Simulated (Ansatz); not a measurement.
A series in volume scale on YCu

All results are calculated (Ansatz 0.2.0). Free energy against uniform scaling of the volume at fixed shape and fractions; periodic cell, basis, potentials, k mesh and filling as listed.

The cell before it is scaled or strained (space group Pm-3m, No. 221):
```
cell vectors (Å)
   3.4581     0.0000     0.0000
   0.0000     3.4581     0.0000
   0.0000     0.0000     3.4581
atoms (fractions of the cell vectors)
Y   0.00000  0.00000  0.00000
Cu  0.50000  0.50000  0.50000
```

Settings of every row: functional LDA; dispersion none; potentials all-electron LAPW; k mesh 8x8x8; k shift 0x0x0; occupations methfessel paxton; smearing width 0.15 eV; spin none; SCF threshold exponent -10.

Limits: coarse k mesh, up to 40 meV an atom off; minimum outside the range; the cell comes from a prototype or a list of computed structures and needn't be the stable phase.

| row | volume scale | V (Å³/atom) | energy above lowest point (meV/atom) |
| --- | --- | --- | --- |
| 1 | 0.94 | 19.436 | 0 |
| 2 | 0.96 | 19.85 | 3.9 |
| 3 | 0.98 | 20.263 | 11.8 |
| 4 | 1 | 20.677 | 23.4 |
| 5 | 1.02 | 21.09 | 38.2 |
| 6 | 1.04 | 21.504 | 55.9 |
| 7 | 1.06 | 21.917 | ? |

Question: what energy above lowest point should row 7 give?

Worked fit of energy above lowest point. Take u = (V_r/V)^(2/3) − 1 with V_r = 20.47 Å³ an atom, which is twice the finite (Eulerian) strain; such expansions in the strain, on which the Birch-Murnaghan equation of state is built, carry the rest volume and the bulk modulus. The shown rows have u = 0.03516, 0.02072, 0.0068, -0.00669, -0.0197, -0.03232. Least squares give energy above lowest point = 17.18 − 858.6 × u + 10521 × u² meV/atom; a straight line predicts inner rows, each left out in turn, worse (root mean square 4.6 against 0.028 meV/atom). All shown rows lie on it to the printed digit. The withheld row has u = -0.04451, so the fit gives 17.18 − 858.6 × (-0.04451) + 10521 × (-0.04451)² = 76.2 meV/atom.

The calculation gave 76.3 meV/atom. The fit lies 0.1 meV/atom (0.13 % of the column's range) below it, one unit of the last digit. This row lies beyond the range of the fit.
